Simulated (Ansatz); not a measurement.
Cost and result for the bulk modulus of GaGe

It takes space group F-43m (No. 216, cubic). The conventional cell has a = 5.796 Å, b = 5.796 Å, c = 5.796 Å, α = 90.00°, β = 90.00°, γ = 90.00°. Around Ge (site symmetry -43m) lie 4 Ga at 2.51 Å. Around Ga (site symmetry -43m) lie 4 Ge at 2.51 Å.

The cell comes from a database or a generator and needn't be the stable form of this composition.

```csv
rung,level,program and potentials,cutoff (eV),k mesh,smearing,core time,chip,bulk modulus (GPa),notes
GGA,PBE,"Ansatz, Ansatz PAW (earlier soft set)",420,8 × 8 × 8,fermi-dirac 0.05,11 s,Intel Xeon,48.4,-
GGA,PBE,"Ansatz, Ansatz PAW",420,8 × 8 × 8,fermi-dirac 0.05,15 s,Intel Xeon Platinum 8375C Ice Lake,48.4,-
GGA,PBEsol,"Ansatz, Ansatz PAW",420,8 × 8 × 8,fermi-dirac 0.05,23 s,Arm Neoverse V1,56.4,"potentials made for PBE, which Ansatz adapts in part"
GGA,PBE,"Ansatz, all-electron LAPW, scalar-relativistic",-,8 × 8 × 8,fermi-dirac 0.05,42 s,AMD EPYC 9R45 Zen 5,48.4,-
meta-GGA,r2SCAN,"Ansatz, Ansatz PAW",500,8 × 8 × 8,fermi-dirac 0.05,43 s,Arm Neoverse V2,56.8,"potentials made for PBE, which Ansatz adapts in part"
GGA,PBEsol,"Ansatz, all-electron LAPW, scalar-relativistic",-,8 × 8 × 8,fermi-dirac 0.05,65 s,Intel Xeon 6975P-C Granite Rapids,56.4,-
hybrid,PBE0,"Ansatz, Ansatz PAW",420,4 × 4 × 4,fermi-dirac 0.05,2.8 min,Arm Neoverse V1,60.2,"coarse mesh; potentials made for PBE, which Ansatz adapts in part"
```

Times are single runs on shared hosts and different chips, so they are rough; meshes, cutoffs and the tasks' sizes weigh on the time. Task: equation of state. All rows: no spin polarisation. Smearing widths are in eV. For a metal such meshes aren't converged. Meshes differ between rows, which moves values too. Meshes are those of the run's cell of 2 atoms unless a note names another. Runs on faulty files, with rough fits or with known faults for this quantity aren't shown. No row holds spin-orbit coupling.

By rung: GGA 48.4 to 56.4; meta-GGA 56.8; hybrid on coarse meshes 60.2 (GPa).

The choice of functional matters far more here than the treatment of the core. PAW and all-electron LAPW agree at 48.4 GPa for PBE and at 56.4 GPa for PBEsol, so the gap between these two functionals isn't a potential artefact. PBE tends to overestimate bond lengths in solids, whereas PBEsol's weaker gradient enhancement of exchange favours denser packing. The stiffer PBEsol result therefore probably reflects a smaller equilibrium volume. r2SCAN lands close to PBEsol but has no all-electron counterpart here, and the PBE0 value doesn't establish a further stiffening from exact exchange.

Chemically, zincblende GaGe is one electron per formula unit short of the octet that fills the bonding bands of a tetrahedral semiconductor. The odd electron count leaves holes at the top of the bonding p-like manifold, which makes the phase metallic in these spin-unpolarised calculations and probably makes it softer than elemental germanium. A positive bulk modulus shows resistance to uniform compression only, and leaves stability against shear or phonon distortions open.
